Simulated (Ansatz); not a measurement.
# Doping SnSe2 for thermoelectric use, calculated with Ansatz

Space group P-3m1 (No. 164), 3 atoms in the cell of the first input below: a = 3.816 Å, b = 3.816 Å, c = 6.121 Å, α = 90.00°, β = 90.00°, γ = 120.00°.

The volume is a measured one, the structure type a prototype's, with its volume kept and shape and atoms relaxed (pressure 0.1 GPa with this functional, without spin–orbit coupling). Functional: PBEsol.

Spin–orbit coupling is left out. Kohn–Sham gap between the band edges found on a fine mesh: 0.43 eV.

Band masses are left out, as an edge found on the mesh is not an exact extremum.

The states of the whole zone with their velocity products:

```yaml
crystal:
  lattice:
    - [3.8158742107, 1.0e-10, 0.0]
    - [-1.9079371054, 3.304644004, 0.0]
    - [0.0, 0.0, 6.1213284831]
  atoms:
    - { symbol: Sn, position: [0.0, 0.0, 0.0] }
    - { symbol: Se, position: [0.3333333333, 0.6666666667, 0.259234692] }
    - { symbol: Se, position: [0.6666666667, 0.3333333333, 0.740765308] }
basis:
  ecutwfc: 420
  ecutrho_ratio: 4
kpoints:
  mp_grid: { grid: [10, 10, 6] }
hamiltonian:
  xc: pbesol
scf:
  occupations: { method: gaussian, width: 0.05 }
output:
  forces: true
  stress: true
  eigenvalues: true
  states_by_energy: { minimum_broadening: 0.05 }
```

```bash
ansatz run input.yaml --threads 4 --pin off --max-ram 9216MiB --backend cpu --events-out ev --progress --plain --runs-dir out
```

Time: 6.6 min on 4 threads of Arm Neoverse V2, with other jobs on the host, peak memory 1.8 GiB.

From that table, at a constant relaxation time τ with Fermi–Dirac weights and rigid bands:

| T (K) | doping (cm⁻³) | μ − E_F (eV) | σ_xx/τ (10²⁰/Ω m s) | S_xx (μV/K) | Lorenz (10⁻⁸ V²/K²) | ħω_p,xx (eV) |
| --- | --- | --- | --- | --- | --- | --- |
| 600 | n 1e20 | 0.227 | 0.0914 | -212 | 1.96 | 0.669 |
| 600 | p 1e20 | -0.161 | 0.0271 | 375 | 2.36 | 0.364 |
| 600 | n 1e21 | 0.487 | 0.815 | -68 | 2.19 | 1.997 |
| 600 | p 1e21 | -0.310 | 0.288 | 189 | 1.90 | 1.188 |
| 900 | n 1e20 | 0.180 | 0.0926 | -247 | 2.99 | 0.673 |
| 900 | n 1e21 | 0.473 | 0.793 | -98 | 2.06 | 1.971 |
| 900 | p 1e21 | -0.268 | 0.281 | 231 | 1.86 | 1.173 |

5 rows with a Lorenz number over 3 are left out: with so small an uncorrected gap, carriers of both signs are excited across it there.

Which of the dopings listed at 600 K has the largest power factor S²σ/τ along x?

n 1e20: 4.1, p 1e20: 3.8, n 1e21: 3.8, p 1e21: 10 (10¹¹ W/m K² s), so p 1e21 cm⁻³, if τ is the same for all.

Caveats: melting, decomposition and changes of phase at these temperatures weren't checked; no dispersion term, layers or molecules are underbound; no scattering is computed, and the gap isn't corrected; no spin-orbit coupling, which matters for these elements; spin–orbit coupling, left out, splits the Se p valence bands by some tenths of an eV, so hole masses, degeneracies and p rows are those of the unsplit bands.

At equal carrier density and temperature, holes give the larger thermopower and electrons the larger σ/τ. This fits the band character: the lowest conduction band is an antibonding mix of Sn s and Se p states that disperses strongly in the plane, whereas the valence edge consists of flatter Se p bands with a higher density of states. At 600 K and p 1e21, the thermopower therefore still reaches 189 μV/K, against -68 μV/K for electrons at that density, which more than offsets the lower hole conductivity. The p-type lead is probably tentative, since it depends on the detailed shape of the valence edge.

For n 1e20, the Lorenz number rises from 1.96 to 2.99 between 600 and 900 K, a sign of bipolar heat transport. The gap is well below the measured one, as expected of a semilocal functional, so this onset probably comes too early. SnSe2 is usually n-type, and nothing here shows that the hole density behind the best power factor can be reached by doping.
